An electron that has left an ion of charge q feels, far out, a net charge q + 1, and in a hydrogen-like ion the binding energy goes as the square of that charge. On this picture the ionisation energy (IE) should grow by (7/3)² = 5.4 from Tc2+ to Tc6+, which all lose a 4d electron. The Dirac Hartree-Fock values grow by 87.66/27.08 = 3.24. The opposite picture, an orbital of fixed size in which each electron removed takes away the same amount of repulsion, gives equal steps from one IE to the next. The steps rise, from 13.52 to 16.66 eV. The 4d series lies between the two pictures, and a hand rule can be built on that.

Tc atom and ions, B-spline radial atomic code 1: ΔSCF ionisation energies (IE) from non-relativistic Hartree-Fock (point nucleus) and Dirac-Coulomb Hartree-Fock (Fermi nucleus), both averaged over the configuration. The Breit and QED parts are first-order values on the Dirac orbitals and are not included in the IE columns. NIST values run between ground levels.

```tsv
species	Z	charge (e)	electrons	configuration	ion's configuration	IE, non-rel. (eV)	IE, Dirac (eV)	IE(Dirac) − IE(non-rel.) (eV)	Breit part of IE (eV)	QED part of IE (eV)	NIST table (eV)	kind of table value	stated uncertainty (eV)
Tc	43	0	43	[Kr] 4d5 5s2	[Kr] 4d5 5s1	6.13596	6.40021	0.2643	-0.00358	-0.00427	7.11938	measured	3e-05
Tc+	43	1	42	[Kr] 4d5 5s1	[Kr] 4d5	13.0761	13.5208	0.4447	-0.00592	-0.00721	15.26	semi-empirical	n/a
Tc2+	43	2	41	[Kr] 4d5	[Kr] 4d4	27.5016	27.0769	-0.4247	0.00815	0.00304	29.55	semi-empirical	n/a
Tc3+	43	3	40	[Kr] 4d4	[Kr] 4d3	41.1363	40.5993	-0.5370	0.00869	0.00406	41	theory	1.7
Tc4+	43	4	39	[Kr] 4d3	[Kr] 4d2	55.9189	55.2846	-0.6342	0.00854	0.00502	57	theory	1.9
Tc5+	43	5	38	[Kr] 4d2	[Kr] 4d1	71.7195	70.9997	-0.7199	0.00786	0.00592	72	theory	2
Tc6+	43	6	37	[Kr] 4d1	[Ar] 3d10 4s2 4p6	88.4523	87.6561	-0.7963	0.00678	0.00677	88	theory	2
```

The configuration columns split the rows in two. Tc and Tc+ lose a 5s electron, and Tc2+ to Tc6+ lose a 4d electron, so only the last five rows form one trend. Each computed IE is a difference of two self-consistent energies averaged over all states of the configuration, without electron correlation, whereas the NIST values join ground levels.

Take the fixed orbital first. With n electrons in a frozen 4d shell, the averaged energy is nI + n(n − 1)U/2, where I is the energy of one 4d electron in the field of the nucleus and the krypton core and U is the mean repulsion of a pair. In terms of the Slater integrals of the shell, U = F⁰ − (2/63)(F² + F⁴). Removing one electron costs −I − (n − 1)U, so every step equals U and the second difference (the change from one step to the next) is zero. The shell does not stay frozen, however. The integrals of the same Dirac calculations give U = 14.96 eV in Tc2+ and 17.95 eV in Tc6+, because the orbital contracts as charge is stripped off: the mean of 1/r for 4d goes from 0.819 to 0.977 per bohr. That is a rise of 2.99/4 = 0.75 eV per unit of charge, of the same order as the second differences of the table, 1.16, 1.03 and 0.94 eV. The actual step should also lie below U. The step centred on Tc6+ is E(d²) + E(d⁰) − 2E(d¹); it would equal U if all three ions used the orbitals of Tc6+, and letting d² and d⁰ relax lowers both their energies. For this ion the step is 16.66 eV, or 0.93 of U, and the shortfall is larger at lower charge. In the non-relativistic runs, which give the integrals for every ion, U rises by 2.1 eV from Tc3+ to Tc6+, while the step centred on these ions goes from 13.63 to 16.73 eV. The shortfall of the step below U shrinks from 2.3 to 1.3 eV, and the ratio rises from 0.86 to 0.93. The growth of U supplies about two thirds of the rise in the steps, and the rest comes from relaxation weakening as the shell tightens.

In the hydrogenic limit the orbital shrinks in proportion to a screened charge, IE = Ry(a + bq)² with Ry = 13.6 eV, and the second difference is 2Ry·b². Fitted to the five 4d rows, this form gives 2.22 eV, about twice what the table shows. The 4d orbital overlaps the 4s and 4p shells, where the field is set largely by the nucleus and the core and changes less than the ionic charge does; by this argument it contracts more slowly than a hydrogenic orbital would. A form whose curvature runs between the limits is a power law, IE = A(q + 1)^p: for p between 1 and 2 its steps rise, but by less each time, as in the table. A straight-line least-squares fit of ln IE against ln(q + 1) for the Dirac values of Tc2+ to Tc6+ gives A = 5.925 eV and p = 1.386. Rounding p to 1.4 and lowering A by trial gives the hand form

IE ≈ 5.8 eV × (q + 1)^1.4.

This is an interpolation, and p has no meaning of its own. A straight line and the hydrogenic form, fitted to the same rows, grow between Tc2+ and Tc6+ as (q + 1)^1.38 and (q + 1)^1.39. A p near 1.4 therefore does not say where the series lies between the two pictures; the second differences do. The exponent also trades against A, and contraction alone does not produce it: the mean of 1/r grows as (q + 1)^0.21 between Tc2+ and Tc6+, while p − 1 is 0.39.

For Tc2+, log₁₀ 3 = 0.477, times 1.4 is 0.668, so 3^1.4 = 4.656 and the rule gives 27.00 eV against the Dirac value of 27.08 eV. For Tc5+, log₁₀ 6 = 0.778, times 1.4 is 1.089, so 6^1.4 is close to 12.29 and the rule gives 71.26 eV against 71.00 eV. Both rows were part of the fit. Over the five rows the hand form stays within 0.9 % of the Dirac IE (0.77 eV, at Tc6+) and the unrounded law within 0.3 %. A straight line and the hydrogenic form, each with two constants fitted to the same rows by least squares on relative errors, miss by up to 2.3 % and 2.2 %, with opposite signs in four rows; at Tc5+ both happen to fall close. The misfit of the power law is small but systematic, far above the rounding of the table: the exponent between neighbouring rows drifts down from 1.41 to 1.37. A fit to Tc2+, Tc3+ and Tc4+ alone therefore overshoots Tc5+ by 0.6 % and Tc6+ by 1.1 % of the Dirac value.

The rule so far estimates a configuration average. For Tc2+ that average lies 2.47 eV below the semi-empirical NIST value, and most of this gap has a cause that can be counted. In the Hund ground term of 4d⁵ all ten electron pairs have parallel spins and gain exchange energy, while in the average only 4/9 of the pairs do, since a second electron finds four of the nine remaining spin orbitals parallel to the first. Ionisation breaks four parallel pairs in the ground term and only 4 × 4/9 on average, so the IE between ground terms is higher. The standard term energies make this quantitative. Per pair the average carries −(14/9)F²/49 − 14F⁴/441. The ⁶S term of d⁵ carries −35F²/49 − 315F⁴/441 in all, so with F² = 7.71 eV and F⁴ = 5.02 eV for Tc2+ it lies (35 − 15.56) × 7.71/49 + (315 − 140) × 5.02/441 = 3.06 + 1.99 = 5.05 eV below the average. The ⁵D term of d⁴ (coefficients 21 and 189, six pairs) lies 3.23 eV below, with integrals interpolated linearly in charge between Tc2+ and Tc6+. The shift of the IE is 5.05 − 3.23 = 1.82 eV, and the estimate for Tc2+ becomes 28.83 eV against 29.55 eV, low by 0.72 eV.

For Tc5+ the ³F term of d² (coefficients 8 and 9, one pair) lies 1.13 eV below the average, and the d¹ ion has no pair. The estimate is 71.26 + 1.13 = 72.39 eV against 72 ± 2 eV. As a rule of thumb for Tc, add 1.8 eV for d⁵, about 1 eV for d⁴, d³ and d², and nothing for d¹. These are first-order shifts on orbitals optimised for the average, and spin-orbit splitting is still averaged out; in Tc6+ the 4d₃/₂ level lies 0.25 eV below the 4d average, which would raise that IE. For Tc2+ it works the other way. ⁶S has no first-order splitting, while the ⁵D₀ level of the d⁴ ion lies 3ζ/2 below the centre of its term. The spin-orbit constant ζ is two fifths of the 4d₅/₂–4d₃/₂ gap, about 0.13 eV between Tc2+ and Tc4+, so that IE would fall by about 0.2 eV. With the shift the hand estimates lie within 0.72 eV of NIST in the five rows, but this is a weak test. The NIST entries for Tc3+ to Tc6+ are themselves theory, uncertain by 1.7 to 2 eV, and the Dirac values fall inside those bounds with or without the shift. For Tc3+ the shift even moves the Dirac value from 0.40 eV below to 0.61 eV above. Only Tc2+ shows its effect, where Dirac plus shift is left 0.65 eV low, or about 0.85 eV with the spin-orbit term, against a semi-empirical value without stated uncertainty. That sign suits the absent correlation, which binds the ion with more electrons more strongly, though nothing here computes it.

Relativity is already inside the constants, and its column, IE(Dirac) − IE(non-rel.), shows what a hand estimate inherits. It is +4.3 % and +3.4 % of the non-relativistic IE for the two 5s rows and runs from −1.5 % to −0.9 % along the 4d rows. The cause is standard: s electrons reach the nucleus and are stabilised directly, while d electrons stay away from it and are screened better by the contracted s and p shells. In per cent of the IE, the 4d shift is in every row at least about as large as the worst error of the hand form, 0.9 %. That the non-relativistic IE lies nearer NIST in some rows says nothing against relativity, given the Hund shifts and those uncertainties. The Breit and QED parts (the magnetic and retarded interaction between electrons, and the radiative corrections) sum to at most 0.014 eV and can be dropped.

The rule ends where the shell changes. Once 4d is empty the next electron comes from the more compact 4p shell of the krypton core: the same Dirac method gives 151.16 eV for Tc7+, the rule 106.60 eV, low by 29 % of the computed value. At the other end the rule misses the 5s rows, which were left out of the fit, by −9 % for Tc and +13 % for Tc+. Two rows support no law, only the observation that the second IE is about twice the first (2.11 in Dirac, 2.14 in NIST). The Dirac values there are also 10 % and 11 % below NIST. For Tc, the one measured row, the gap of 0.72 eV understates the error. The ion 4d⁵5s can align its 5s spin with five d spins, which the closed 5s² pair cannot do, so going to ground terms lowers the IE of Tc and raises that of Tc+. The aligned term gains half the 4d–5s exchange integral G² over the average, which is 0.76 eV with the integral of non-relativistic Tc+. This term alone leaves Tc about 1.5 eV and Tc+ about 1.0 eV below NIST. Tc+ has no 5s pair, so by standard reasoning the correlation of that pair accounts only for the excess in Tc, and correlation of 5s with the 4d shell and the core is missing from both rows; nothing here computes either.

The constants 5.8 and 1.4 belong to technetium. For a neighbouring 4d element the same reasoning leads to rising steps, and both constants are to be fixed from two known IEs of the 4d series, with the Hund shift taken out first if those values join ground levels. The exchange count reverses sign beyond the half-filled shell: a d⁶ ion loses its one antiparallel electron and reaches the fully aligned d⁵ term, so its IE between ground terms falls below the configuration average.
